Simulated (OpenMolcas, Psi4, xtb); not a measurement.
**CH2AlN (SMILES N#[C][AlH2]): methods side by side**

CH2AlN has 5 atoms, charge 0, and is taken as a singlet. SMILES: `N#[C][AlH2]`. The shape is that of a PBE0-D4/def2-TZVP optimisation.

```xyz
5

N     1.3823   -1.3460    1.3942
C     0.7142   -0.6980    0.7118
Al   -0.4072    0.3900   -0.4346
H    -1.6297   -0.3229   -1.1202
H    -0.0097    1.9032   -0.5926
```

Each level gives the HOMO–LUMO gap (eV). The values are calculated.

```tsv
level	kind	program	value (eV)	CPU time
GFN1-xTB	semi-empirical	xtb	5.47	under 2 s
HF/aug-cc-pVDZ	Hartree–Fock	OpenMolcas	12.34	9 s
SVWN5/aug-cc-pVDZ	LDA	OpenMolcas	4.34	16 s
revPBE/aug-cc-pVDZ	GGA	OpenMolcas	4.61	22 s
r2SCAN/aug-cc-pVDZ	meta-GGA	OpenMolcas	5.13	31 s
BHLYP/aug-cc-pVDZ	global hybrid	OpenMolcas	8.61	19 s
wB97M-V/aug-cc-pVDZ	range-separated hybrid	Psi4	10.48	2.8 min
B2PLYP/aug-cc-pVDZ	double hybrid	OpenMolcas	8.83	17 s
DSD-PBEP86/aug-cc-pVDZ (density fitting for correlation)	double hybrid	Psi4	10.31	25 s
```

The values span 4.34 to 12.34 eV. Orbital gaps aren't excitation energies, and those of double hybrids come from the SCF part alone; they tend to grow with the share of exact exchange. Times are those of the runs behind each value, whatever else they computed, on shared processors of several kinds: orders of magnitude only.

The three semilocal functionals stay close together, from 4.34 eV with SVWN5 to 5.13 eV with r2SCAN, whereas BHLYP already gives 8.61 eV and Hartree–Fock 12.34 eV. The spread probably arises because nonlocal exchange lowers the occupied levels while leaving the empty ones without a matching exchange attraction. wB97M-V, at 10.48 eV, lies close to DSD-PBEP86 despite its different construction. The GFN1-xTB value falls near the semilocal group, which doesn't by itself support either.

Chemically, three-coordinate aluminium has only six valence electrons, so the LUMO is probably largely its empty 3p orbital, with some mixing into the cyanide π* system. The HOMO is more likely to sit on the cyanide group or in the Al–H bonds. On this picture, a donor binding at aluminium, such as the nitrogen end of a second molecule, would push the acceptor level up. The gaps of the isolated monomer therefore shouldn't be carried over to cyanide-bridged aggregates.
